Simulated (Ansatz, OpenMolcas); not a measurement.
## A ladder of methods for C2HClFIn (SMILES C#[C][In]([F])[Cl])

C2HClFIn: 6 atoms, total charge 0, spin state singlet. SMILES: `C#[C][In]([F])[Cl]`. The coordinates come from a PBE0-D4/def2-TZVP relaxation.

| atom | x (Å) | y (Å) | z (Å) |
| --- | --- | --- | --- |
| C | 1.0883 | 0.3403 | 1.7008 |
| C | 0.4389 | 0.1201 | 0.7087 |
| In | -0.6558 | -0.2357 | -0.9847 |
| F | -1.7736 | -1.8066 | -1.1237 |
| Cl | -0.7592 | 1.0495 | -2.8809 |
| H | 1.6615 | 0.5324 | 2.5799 |

Quantity: the energy change with the In3–Cl5 bond stretched from 2.293 to 2.981 Å, in eV. The values are calculated.

```csv
level,kind,program,value (eV),CPU time (all runs)
HF/def2-SVP (core potential) (unrestricted),Hartree–Fock,OpenMolcas,1.58,15 s
SVWN5/def2-SVP (core potential) (restricted),LDA,OpenMolcas,1.51,37 s
revPBE/def2-SVP (core potential) (restricted),GGA,OpenMolcas,1.15,52 s
r2SCAN/def2-SVP (core potential) (restricted),meta-GGA,OpenMolcas,1.40,64 s
r2SCAN0/def2-SVP (core potential) (restricted),hybrid meta-GGA,Ansatz,1.56,36 s
wB97X/def2-SVP (core potential) (restricted),range-separated hybrid,Ansatz,1.59,63 s
B2PLYP/def2-SVP (core potential) (restricted),double hybrid,OpenMolcas,1.43,36 s
RPA@PBE/def2-SVP (core potential) (restricted),RPA,Ansatz,1.36,30 s
```

The first shape isn't each level's own minimum. The values span 1.15 to 1.59 eV. CPU times are rough (shared hosts, several kinds of processor and program).

Every level makes the In–Cl stretch clearly uphill, as expected for a polar covalent bond between In(III) and chloride. Lengthening it reduces the overlap of Cl 3p with the In 5s/5p orbitals, while the electrostatic attraction between the oppositely polarised atoms fades more slowly. The energies therefore describe a weakened but still interacting pair, not a bond dissociation energy.

The order of the methods also differs from that familiar from full atomisation, where Hartree–Fock usually binds far too weakly and LDA too strongly. Here Hartree–Fock (1.58 eV) lies slightly above LDA (1.51 eV) and almost level with wB97X (1.59 eV), probably because it misses correlation that grows as the bond pair is pulled apart. revPBE stands alone at the low end, whereas r2SCAN, B2PLYP and RPA fall between 1.36 and 1.43 eV. That proximity is no proof of accuracy, since the three treat correlation differently and could agree through compensating errors. Nor does the single displacement separate the stiffness of the bond near equilibrium from its behaviour towards dissociation.
